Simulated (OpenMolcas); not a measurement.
## A ladder of methods for AlH2Cl (SMILES [H][Al]([H])[Cl])

The species is AlH2Cl (4 atoms), meant as a singlet with charge 0. SMILES: `[H][Al]([H])[Cl]`. The shape comes from GFN2-xTB, which is rough for such elements, and wasn't checked as a minimum.

Each level gives the vertical energy of the triplet above the singlet (eV). The values are calculated.

```csv
level,kind,program,value (eV),less FCI/STO-3G
HF/STO-3G,Hartree–Fock,OpenMolcas,8.50,+0.17
"HF/STO-3G, open shells restricted",Hartree–Fock,OpenMolcas,8.64,+0.31
SVWN5/STO-3G,LDA,OpenMolcas,7.11,-1.22
PBE/STO-3G,GGA,OpenMolcas,7.16,-1.17
r2SCAN/STO-3G,meta-GGA,OpenMolcas,7.39,-0.94
M06-2X/STO-3G,hybrid meta-GGA,OpenMolcas,7.85,-0.48
"MRCI(2,2)/STO-3G",multireference,OpenMolcas,8.42,+0.09
"FCI/STO-3G, open shells restricted",exact in the basis,OpenMolcas,8.33,0.00
```

FCI/STO-3G, open shells restricted is exact within its basis and frozen core, so for wave-function methods in that basis the difference is their error; functionals converge differently with the basis, so for them it is only a difference. The values span 7.11 to 8.64 eV. A triplet this far above the singlet is often a Rydberg-like or dissociative state; sets without diffuse functions put Rydberg states too high. All rows use very small basis sets, so even the best lies far from the true value.

All levels place the triplet well above the closed-shell singlet, as expected for a trivalent aluminium compound whose valence electrons are held in bonds and chlorine lone pairs. The lowest valence excitation probably moves an electron from an Al–H bonding or chlorine lone-pair orbital into the empty, out-of-plane 3p orbital on aluminium.

Hartree–Fock usually places a triplet too low, because the closed-shell singlet has one more opposite-spin pair to correlate. Here it lies above FCI, by 0.17 eV with unrestricted and 0.31 eV with restricted open shells, so correlation favours the triplet, perhaps because the minimal basis leaves the singlet pair little room to correlate while triplet configurations can still mix. MRCI(2,2) recovers most of this and ends within 0.09 eV of FCI. The functionals all fall below the wave-function values, and the gap rises steadily from SVWN5 to M06-2X, with the density gradient alone changing little. These vertical energies don't show how far the triplet would drop on pyramidalisation or Al–H stretching.
